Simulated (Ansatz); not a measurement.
## Abstraction of H: C2H6Mg + GeH3(SnH2) → C2H5Mg + GeH3(SnH3)

Species: C2H6Mg `C[CH2][MgH]`, singlet; GeH3(SnH2), doublet; C2H5Mg `C[CH2][Mg]`, doublet; GeH3(SnH3), singlet. A radical takes H: the energy is the difference in strength between the Mg–H bond broken and the Sn–H bond made.

Shapes, held fixed at every level: PBE0-D4/def2-TZVP. Programs: Ansatz 0.2.0. The zero-point and thermal change to 298 K, harmonic and unscaled (PBE0-D4/def2-TZVP), is +5.2 kJ/mol.

(1) Estimate ΔH(298 K) of this reaction.

Answers

(1) The highest level, CCSD(T)/def2-TZVPP, gives ΔH(298 K) = -26.1 kJ/mol; the levels span -30.1 to -14.5. The column of differences is taken from that level and isn't an error. No measured value is set beside it here. Open shells run unrestricted. For atoms past krypton def2 sets carry core potentials with scalar relativity. Relativity is left out for Ge. Outer-core shells of Ge, Mg, Sn are correlated in most correlated rows, in sets that cover them unevenly. Times are processor times on shared x86 and Arm servers, and rough.

```
              level                    kind  ΔH(298 K) (kJ/mol)  less CCSD(T)/def2-TZVPP  CPU time (sum over the molecules)
     MP2/def2-TZVPP     perturbation theory               -30.1                     -4.0                                  –
B3LYP-D4/def2-TZVPP           global hybrid               -25.1                     +1.0                               29 s
BHLYP-D4/def2-TZVPP           global hybrid               -25.6                     +0.5                               25 s
 wB97M-V/def2-TZVPP  range-separated hybrid               -14.5                    +11.6                               77 s
  B2PLYP/def2-TZVPP           double hybrid               -22.8                     +3.3                               36 s
   CCSD(T)/def2-SVP   coupled cluster or CI               -19.7                     +6.4                               43 s
      CCSD/def2-SVP   coupled cluster or CI               -18.3                     +7.8                                  –
 CCSD(T)/def2-TZVPP   coupled cluster or CI               -26.1                      0.0                            3.8 min
```

Hydrogen transfer from magnesium to tin is exothermic at every level, so the Sn–H bond formed is stronger than the Mg–H bond broken, though only modestly. Both bonds are fairly weak, since diffuse valence orbitals on the metal overlap poorly with the compact hydrogen 1s. The strongly hydridic character of Mg–H adds ionic stabilisation, which probably keeps the gap small despite tin's more covalent bonding. The positive zero-point and thermal term probably reflects stiffer bending at Sn–H than at the soft C–Mg–H unit, and it offsets part of the electronic driving force.

In coupled cluster, enlarging the basis from def2-SVP to def2-TZVPP matters more than adding triples in the smaller set, which suggests that basis incompleteness may still affect the magnitude. B3LYP-D4 and BHLYP-D4 nearly coincide despite their different shares of exact exchange, whereas wB97M-V gives a clearly weaker driving force. The sign is therefore better supported than the exact value, and exothermicity alone doesn't establish a low barrier or fast abstraction.
